# Chiral symmetry in tight-binding models: level pairing, zero modes and uniform charge

Some tight-binding spectra are exact mirror images about one energy, keep the intrinsic Fermi level at that energy at every temperature, and acquire a state exactly at midgap when a site is removed. One operator explains all three facts. We derive them and test them on two C$_{10}$H$_8$ isomers with ten $\pi$ sites, eleven carbon–carbon bonds and ten $\pi$ electrons each: naphthalene, which has the symmetry, and azulene, which lacks it.

## Premises and conventions

- **P1.** The one-electron space has finite dimension $N$, with an orthonormal basis $|r\rangle$ of one orbital per site. $H$ is Hermitian and independent of spin.
- **P2.** A unitary $G$ exists with $G^2=1$ and $GH+HG=0$.
- **P3.** For statements about individual sites, $G$ is diagonal in the site basis, $G|r\rangle=g_r|r\rangle$.
- **P4.** Electrons are independent. A level of energy $E$ holds $n(E)$ electrons, $0\le n\le2$, both spins counted.

In the examples $H_{rs}=-t$ for bonded sites, with $t>0$, and energies are measured from the common on-site energy, so $H_{rr}=0$. Then $H=-tM$, where $M$ is the adjacency matrix (1 for a bond, 0 otherwise), and an eigenvalue $x$ of $M$ gives $E=-tx$. This is the Hückel model with $\alpha=0$, $\beta=-t$.

## Step 1: $G$ splits the space and $H$ is off-diagonal

Unitarity gives $G^\dagger=G^{-1}$ and $G^2=1$ gives $G^{-1}=G$, so $G$ is Hermitian with eigenvalues $\pm1$. The projectors $\Pi_{A}=(1+G)/2$ and $\Pi_{B}=(1-G)/2$ select subspaces of dimensions $N_A$ and $N_B$, and
$$\mathrm{Tr}\,G=N_A-N_B .$$
Since $G\Pi_A=\Pi_AG=\Pi_A$, P2 gives $0=\Pi_A(GH+HG)\Pi_A=2\Pi_AH\Pi_A$, and likewise $\Pi_BH\Pi_B=0$. With the $A$ vectors listed first,
$$H=\begin{pmatrix}0&K\\K^\dagger&0\end{pmatrix},\qquad G=\begin{pmatrix}1&0\\0&-1\end{pmatrix},\tag{1}$$
where $K$ is an $N_A\times N_B$ matrix. Conversely, any $H$ of this form anticommutes with this $G$, whatever $K$ contains.

**When does a diagonal $G$ exist?** The $rs$ element of P2 reads $(g_r+g_s)H_{rs}=0$. For $r=s$ it demands $H_{rr}=0$. For $r\ne s$ it demands $g_s=-g_r$ across every bond. Fix $g$ on one site and carry the sign along the bonds: the assignment is consistent exactly when every closed path has an even number of bonds. Such a network is called bipartite or alternant, and $A$ and $B$ are its sublattices.

## Step 2: pairing theorem

Let $H\psi=E\psi$. Then
$$H(G\psi)=-GH\psi=-E\,(G\psi).$$
$G$ is invertible, so it maps the eigenspace at $E$ one-to-one onto the eigenspace at $-E$: levels come in pairs $\pm E$ with equal degeneracy. Writing $\psi=(\psi_A,\psi_B)$, the partner is $(\psi_A,-\psi_B)$, with the same probability on every site under P3.

Two corollaries follow.

1. For $E\neq0$, $\psi$ and $G\psi$ belong to different eigenvalues of a Hermitian operator and are orthogonal:
$$\langle\psi|G|\psi\rangle=\|\psi_A\|^2-\|\psi_B\|^2=0.\tag{2}$$
Each such state has half its weight on each sublattice.
2. $GH^mG=(-1)^mH^m$, and the trace is cyclic, so
$$\mathrm{Tr}\,H^m=0\quad\text{for all odd } m.\tag{3}$$
One nonzero odd moment proves that no $G$ exists, diagonal or not.

## Step 3: counting zero modes

With (1), $H\psi=0$ separates into $K^\dagger\psi_A=0$ and $K\psi_B=0$. The null space therefore has a basis of vectors lying wholly on $A$ or wholly on $B$. $K$ and $K^\dagger$ share the same rank $\rho$, and the rank–nullity theorem gives $z_A=N_A-\rho$ zero modes on $A$ and $z_B=N_B-\rho$ on $B$. Hence
$$z_A-z_B=N_A-N_B=\mathrm{Tr}\,G,\qquad z_A+z_B=N-2\rho\ \ge\ |N_A-N_B|,\tag{4}$$
where the bound uses $\rho\le\min(N_A,N_B)$. If $N_A\ge N_B$, then $z_A\ge N_A-N_B$: at least that many zero modes live on the majority sublattice. A second route confirms the count. Evaluate $\mathrm{Tr}\,G$ in an eigenbasis of $H$: by (2) every state with $E\ne0$ contributes nothing, and the zero modes contribute $+1$ each on $A$ and $-1$ each on $B$.

The difference $z_A-z_B$ depends only on the number of sites. Strain, bond disorder or the complex phases of a magnetic flux alter $K$ but cannot move these $|N_A-N_B|$ states off $E=0$. Extra zero modes come in $A$–$B$ pairs, when $\rho<\min(N_A,N_B)$, and under P3 the bond network decides how many are fixed. Each term in a $\rho\times\rho$ minor of $K$ is a product of hoppings on $\rho$ disjoint bonds, so $\rho\le T$, where $T$ is the largest number of bonds with no site in common. The minor on the sites of $T$ such bonds is a nonzero polynomial in the hoppings, so $\rho=T$ generically. Hence $N-2T\ge|N_A-N_B|$ zero modes survive any change in the strengths or phases of the existing bonds, and only those beyond $N-2T$ are split to $\pm E$ by a generic change. In tetramethyleneethane, two bonded carbons each carrying two terminal $\pi$ sites, $N_A=N_B=3$ but $T=2$: two $A$ sites couple only to the same $B$ site, $\det K=0$ for all hoppings, and one $A$–$B$ pair stays at zero. Such a pair splits only if new $A$–$B$ couplings raise $T$. This counting for conjugated hydrocarbons goes back to Longuet-Higgins (1950).

## Step 4: charges and bond orders at half filling

Define the density matrix $P_{rs}=\sum_k n(E_k)\,c_{rk}c_{sk}^*$, with $c_{rk}=\langle r|\psi_k\rangle$. The diagonal $q_r=P_{rr}$ is the electron population of site $r$, and $P_{rs}$ is the bond order of the pair, bonded or not. As an operator, $P=n(H)$. Suppose
$$n(E)+n(-E)=2\quad\text{at every level }E.\tag{5}$$
Summing (5) over the paired spectrum gives $\mathrm{Tr}\,P=N$, one electron per site, which is half filling. A function of an operator follows a unitary change of basis, so
$$GPG=n(GHG)=n(-H)=2-P .$$
Under P3 the $rs$ element is $g_rg_sP_{rs}=2\delta_{rs}-P_{rs}$. For two sites on the same sublattice $g_rg_s=1$, and
$$P_{rs}=\delta_{rs}\qquad(r,s\text{ on the same sublattice}).\tag{6}$$
Every site holds exactly one $\pi$ electron, and bond orders between distinct sites of one sublattice vanish. This is the Coulson–Rushbrooke theorem (1940). For opposite sublattices the relation reads $-P_{rs}=-P_{rs}$ and fixes nothing.

Condition (5) holds in three cases.

- **Closed shell.** No zero modes, which by (4) needs $N_A=N_B$ and invertible $K$; $n=2$ below zero and $0$ above. Then $P=1-H(H^2)^{-1/2}$, and because $H^2$ has diagonal blocks $KK^\dagger$ and $K^\dagger K$, the $AB$ block of $P$ is $-K(K^\dagger K)^{-1/2}$. This matrix is unitary, so $\sum_s|P_{rs}|^2=1$ over the opposite sublattice.
- **Open shell with one electron in each zero mode**, $n(0)=1$. The spin-summed result (6) survives, although the spin density need not vanish.
- **Any temperature with Fermi level $\mu=0$**, since $2/(e^{E/k_BT}+1)=1-\tanh(E/2k_BT)$ obeys (5). The electron count rises strictly with $\mu$ for $T>0$, so $\mu=0$ is the only neutral solution: the intrinsic Fermi level does not drift with temperature.

Half filling alone is not enough. If orthonormal zero modes $k$ hold $n_k$ electrons while the other levels obey (5), then $P$ differs from the second case by $\sum_k(n_k-1)|\psi_k\rangle\langle\psi_k|$, so
$$q_r=1+\sum_{k\in\text{zero}}(n_k-1)|c_{rk}|^2.\tag{7}$$
With two zero modes, one filled and one empty, the system is neutral but in general not uniform.

## What kind of symmetry this is

$G$ commutes with $H^2$ but not with $H$. It is not conserved: $e^{iH\tau/\hbar}Ge^{-iH\tau/\hbar}=Ge^{-2iH\tau/\hbar}$ at time $\tau$. It labels only zero modes and imposes no superselection rule, since by (2) all other eigenstates superpose $A$ and $B$.

A true symmetry appears for many electrons. Let $\mathcal C$ be the antiunitary map $c_{r\sigma}\to g_rc_{r\sigma}^\dagger$ on the fermion operators. A term $H_{rs}c_r^\dagger c_s$ with $g_rg_s=-1$ becomes $-H_{rs}^*c_rc_s^\dagger=H_{sr}c_s^\dagger c_r$, so the many-electron Hamiltonian is unchanged, while each spin-resolved site occupation goes $\hat n_{r\sigma}\to1-\hat n_{r\sigma}$. $\mathcal C$ maps the sector with $N+m$ electrons onto the one with $N-m$. Charge superselection forbids observable coherence between these sectors, so for $m\neq0$ the content is a comparison: cation and anion have identical spectra within the model. Only at half filling does $\mathcal C$ act inside one sector. Interactions written as $U(\hat n_{r\uparrow}-\tfrac12)(\hat n_{r\downarrow}-\tfrac12)$ and $V_{rs}(\hat n_r-1)(\hat n_s-1)$ are invariant as well. A nondegenerate half-filled ground state is then mapped onto itself, and $c_r^\dagger c_s\to g_rg_s(\delta_{rs}-c_s^\dagger c_r)$ reproduces (6) without P4.

## Range of validity

The results are exact under the premises and fail as follows.

- **Odd rings** remove the diagonal $G$.
- **Unequal on-site energies** violate $H_{rr}=0$. The diamond lattice of silicon is bipartite, but $s$ and $p$ orbitals have different on-site energies, so its valence and conduction bands are not mirror images. A staggered potential $\Delta G$, as in hexagonal boron nitride, is a special case: $(H+\Delta G)^2=H^2+\Delta^2$, and each pair $\psi,G\psi$ spans a subspace in which $H+\Delta G$ is traceless, so pairs persist at $\pm\sqrt{E^2+\Delta^2}$. Zero modes move to $g\Delta$, with $g$ the sign of their sublattice, and (6) is lost.
- **Same-sublattice hopping** $W$ obeys $GWG=W$, so $\langle G\psi|W|G\psi\rangle=\langle\psi|W|\psi\rangle$. To first order both partners shift together: their splitting is kept and their midpoint moves.
- **Orbital overlap** violates P1. With overlap matrix $1+sM$ and uniform bonds, the eigenvectors remain those of $M$ and $E=-tx/(1+sx)$. Energy pairing is lost. The level order is unchanged while $1+sx>0$, so for a closed shell (6) still holds in the symmetrically orthogonalized basis.
- **Doping** away from (5) removes (6) but leaves pairing and the count (4) intact. In infinite systems $\mathrm{Tr}\,G$ must be replaced by a count per cell or per defect.

## Numerical illustration

Inputs, all typical or approximate: $t=2.7$ eV, bond length $d=1.40$ Å, second-neighbor hopping $t'\approx0.1\,t=0.27$ eV, overlap $s\approx0.2$, effective on-site repulsion $U\approx8$ eV. Values in units of $t$ are model results and carry three decimals; values in eV carry two figures.

Both molecules are a ten-membered ring plus one cross bond. Color the ring alternately. In naphthalene (ring order 1, 2, 3, 4, 4a, 5, 6, 7, 8, 8a) the classes are {1, 3, 4a, 6, 8} and {2, 4, 5, 7, 8a}, and the cross bond 4a–8a joins opposite classes. In azulene (1, 2, 3, 3a, 4, 5, 6, 7, 8, 8a) they are {1, 3, 4, 6, 8} and {2, 3a, 5, 7, 8a}, and the cross bond 3a–8a joins one class to itself, closing a five- and a seven-membered ring.

### Spectra

**Naphthalene.** Two mirror planes perpendicular to the molecule block-diagonalize $M$. One exchanges 1↔4, 2↔3, 8a↔4a, with parity $p=\pm1$. The other contains the cross bond and exchanges 1↔8, 2↔7. States odd under the second vanish on 4a and 8a. In normalized symmetry-adapted orbitals built on sites (2, 1) and (2, 1, 8a), the odd and even blocks are
$$\begin{pmatrix}p&1\\1&0\end{pmatrix},\qquad\begin{pmatrix}p&1&0\\1&0&\sqrt2\\0&\sqrt2&p\end{pmatrix},$$
with characteristic polynomials $x^2-px-1$ and $(x-p)(x^2-px-3)$. The product over both $p$ is
$$\det(x-M)=(x^2-1)(x^4-3x^2+1)(x^4-7x^2+9),$$
which is even in $x$, as pairing requires. Its value $-9$ at $x=0$ is nonzero, so there is no zero mode, consistent with $\mathrm{Tr}\,G=0$.

**Azulene.** One mirror passes through atoms 2 and 6. The odd block is the chain (1, 8a, 8, 7) with unit couplings and diagonal $-1$ on 8a. The even block is the chain (2, 1, 8a, 8, 7, 6) with diagonal $+1$ on 8a and end couplings $\sqrt2$. The recursion $D_j=(x-a_j)D_{j-1}-b_j^2D_{j-2}$ for tridiagonal determinants (diagonal $a_j$, coupling $b_j$) gives $x^4+x^3-3x^2-x+1$ and $x^6-x^5-7x^4+5x^3+13x^2-6x-4$, with product
$$x^{10}-11x^8+41x^6-2x^5-61x^4+6x^3+31x^2-2x-4 .$$
Odd powers are present. $\mathrm{Tr}\,M^m$ counts closed walks of $m$ steps, and the shortest odd ones circle the pentagon from five starting sites in two directions: $\mathrm{Tr}\,M^5=10$. By (3) no $G$ exists. Shifting the energy zero does not help, because (3) with $m=1$ and $\mathrm{Tr}\,M=0$ fixes the zero where it is.

| $k$ | naphthalene $E_k/t$, $E_{11-k}/t$ | azulene $E_k/t$ | azulene $E_{11-k}/t$ | azulene sum |
|---|---|---|---|---|
| 1 | $\mp2.303$ | $-2.310$ | $2.095$ | $-0.215$ |
| 2 | $\mp1.618$ | $-1.652$ | $1.869$ | $0.218$ |
| 3 | $\mp1.303$ | $-1.356$ | $1.579$ | $0.224$ |
| 4 | $\mp1.000$ | $-0.887$ | $0.738$ | $-0.149$ |
| 5 | $\mp0.618$ | $-0.477$ | $0.400$ | $-0.077$ |

Sums are formed before rounding. Levels 1 to 5 are filled. The naphthalene frontier levels lie at $\mp1.7$ eV with a gap of $1.236\,t=3.3$ eV centered on zero. Azulene has $-1.3$ eV and $1.1$ eV, a gap of $0.878\,t=2.4$ eV, centered at $-0.10$ eV. At 300 K, $k_BT=0.0259$ eV and the other levels are many $k_BT$ away, so the neutral Fermi level of the azulene model sits at that center, $4.0\,k_BT$ below the on-site energy. These are one-electron gaps, not optical or transport gaps.

### Charges and bond orders

A hand check is possible on the naphthalene cross bond. Let $b$ be the amplitude on the orbital $(|8a\rangle+p|4a\rangle)/\sqrt2$. For $p=+1$ and $x\neq1$ the $3\times3$ block gives $b^2=2/[3+(x-1)^2]$, which is $0.426$ at $x=2.303$ and $0.241$ at $x=-1.303$; at $x=1$, $b^2=1/3=0.333$. The filled $p=+1$ states are $x=2.303$ and $1$. The one filled $p=-1$ state, $x=1.303$, is the partner of $x=-1.303$ and has $b^2=0.241$. Each doubly filled state adds $b^2$ to $q_{8a}$ and $p\,b^2$ to $P_{4a,8a}$:
$$q_{8a}=0.426+0.333+0.241=1.000,\qquad P_{4a,8a}=0.426+0.333-0.241=0.518 .$$
By (6) all ten populations equal 1, elements such as $P_{13}$ vanish, and the $\pi$ charge distribution has no dipole moment.

For azulene, summing the five filled eigenvectors gives

| site | 1, 3 | 2 | 3a, 8a | 4, 8 | 5, 7 | 6 |
|---|---|---|---|---|---|---|
| $q_r$ | 1.173 | 1.047 | 1.027 | 0.855 | 0.986 | 0.870 |

The five pentagon atoms gain $0.447$ electrons from atoms 4 to 8. Elements within one color class no longer vanish: $P_{13}=-0.201$ and $P_{3a,8a}=0.401$. For regular polygons of side $d$, with the axis $X$ from the cross bond toward atom 6, the coordinates are $X_1=-d\sin72^\circ$, $X_2=X_1-d\sin36^\circ$, $X_4=d\sin\theta$, $X_5=X_4+d\sin2\theta$, $X_6=X_5+d\sin3\theta$, with $\theta=360^\circ/7$. Then $\sum_re(1-q_r)X_r=0.960\,ed$, or $1.3\ e$Å, with the positive end on the seven-membered ring.

### A zero mode from a vacancy

Remove site 1 of naphthalene from the $\pi$ network. The majority class is {2, 4, 5, 7, 8a} and the minority class {3, 4a, 6, 8}, so $|\mathrm{Tr}\,G|=1$. A zero mode needs the amplitudes around each minority site to sum to zero: $c_2+c_4=0$, $c_4+c_5+c_{8a}=0$, $c_5+c_7=0$, $c_7+c_{8a}=0$. The solution is unique up to scale,
$$(c_2,c_4,c_5,c_7,c_{8a})=(-2,2,-1,1,-1)/\sqrt{11},$$
so the bound in (4) is met with equality. The weight is $4/11=0.364$ on sites 2 and 4 and $1/11=0.091$ on 5, 7 and 8a. With nine electrons all $q_r=1$. With eight, (7) gives $q_2=q_4=0.636$, while the minority sites stay neutral.

### Size of the neglected terms

*Second-neighbor hopping in naphthalene.* Each second-neighbor pair shares one neighbor, so $W=-t'(M^2-D)$, where $D$ is diagonal and holds the coordination numbers: 2, or 3 on 4a and 8a. The frontier states vanish on 4a and 8a, and both shift by $t'(2-x^2)=1.618\,t'=0.44$ eV. This exceeds the $-0.10$ eV offset in azulene, so the position of the gap center does not distinguish the two molecules once $t'$ is admitted. For charges, $M^2$ commutes with $H$ and mixes nothing at first order, which leaves a potential $+t'$ on 4a and 8a. Mixing filled states $i$ with empty states $a$ of the same block changes the population of the $b$ orbital by $4t'\sum_{i,a}b_i^2b_a^2/(E_i-E_a)$. Both parities give the same value by pairing, and $q_{8a}$ is their mean:
$$\delta q_{8a}=-4\,\frac{t'}{t}\,(0.241)\left(\frac{0.426}{3.606}+\frac{0.333}{2.303}\right)=-0.253\,\frac{t'}{t}=-0.025 .$$
This rivals the azulene deviations at 3a, 8a, 5 and 7 but is well below those at 1, 3, 4, 6 and 8.

*Overlap.* With $s=0.2$ the naphthalene frontier levels become $-0.550\,t$ and $0.705\,t$, with center at $0.21$ eV, again larger than the azulene offset. The charges stay at 1.

*Repulsion.* A spin-restricted mean field shifts site $r$ by $U(q_r-1)/2$. This is zero throughout naphthalene, where unit charges are self-consistent. At azulene site 1 it is $0.7$ eV and opposes the transfer. Taking the response coefficient above as a scale, the back-flow is of order $0.253\times0.7/2.7\approx0.07$ electrons, a sizable fraction of the excess at that site. The azulene charges and dipole are therefore properties of the independent-electron model, not quantitative predictions. The exact statements are structural: uniform charge is enforced in naphthalene within the nearest-neighbor model, with or without the symmetric interactions above, and nothing enforces it in azulene.